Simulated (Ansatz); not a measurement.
MgSn2N2: the change of energy above lowest point with volume scale

Free energy against uniform scaling of the volume at fixed shape and fractions; periodic cell, basis, potentials, k mesh and filling as listed. The results are calculated, by Ansatz 0.2.0.

The cell before it is scaled or strained (space group P-4m2, No. 115):
```
MgSn2N2
1.0
      3.3605     0.0000     0.0000
      0.0000     3.3605     0.0000
      0.0000     0.0000     8.1884
Mg Sn N
1 2 2
Direct
  0.50000 0.50000 0.00000
  0.00000 0.00000 0.69214
  0.00000 0.00000 0.30786
  0.00000 0.50000 0.15270
  0.50000 0.00000 0.84730
```

Settings of every row: functional LDA; dispersion none; potentials PAW; wave cutoff 326.54 eV; density cutoff 1959.2 eV; k mesh 6x6x3; k shift 0x0x0; occupations fermi dirac; smearing width 0.05 eV; spin none.

Limits: coarse k mesh, up to 40 meV an atom off; cutoff under the advised one; the cell comes from a prototype or a list of computed structures and needn't be the stable phase.

| row | volume scale | V (Å³/atom) | energy above lowest point (meV/atom) |
| --- | --- | --- | --- |
| 1 | 0.92 | 17.015 | 2.6 |
| 2 | 0.9467 | 17.509 | 0 |
| 3 | 0.9733 | 18 | 4.4 |
| 4 | 1 | 18.494 | 16.5 |
| 5 | 1.0267 | 18.988 | 34.9 |
| 6 | 1.0533 | 19.48 | ? |
| 7 | 1.08 | 19.974 | 85.4 |

Question: what energy above lowest point should row 6 give?

Worked fit of energy above lowest point. Take u = (V_r/V)^(2/3) − 1 with V_r = 18.247 Å³ an atom, which is twice the finite (Eulerian) strain; such expansions in the strain, on which the Birch-Murnaghan equation of state is built, carry the rest volume and the bulk modulus. The shown rows have u = 0.04771, 0.02791, 0.00913, -0.00892, -0.02619, -0.05851. Least squares give energy above lowest point = 9.86 − 663.5 × u + 10744 × u² meV/atom; a straight line predicts inner rows, each left out in turn, worse (root mean square 12 against 0.38 meV/atom). The rows lie off it by -0.1, 0.3, -0.3, -0.1, 0.3, -0.1. Its lowest point lies at u = 0.0309, or V = 17.43 Å³ an atom, and the curvature there gives the bulk modulus at fixed shape and fractions, B = (4/9)(1 + u)² E″(u)/V = 93.3 GPa. Letting shape and atoms relax would as a rule lower it, by much in layered, chain or molecular crystals. The withheld row has u = -0.04266, so the fit gives 9.86 − 663.5 × (-0.04266) + 10744 × (-0.04266)² = 57.7 meV/atom.

The calculation gave 58.4 meV/atom. The fit lies 0.7 meV/atom (1.2 % of the value, 0.82 % of the column's range) below it; its largest miss of a shown row is 0.3 meV/atom.
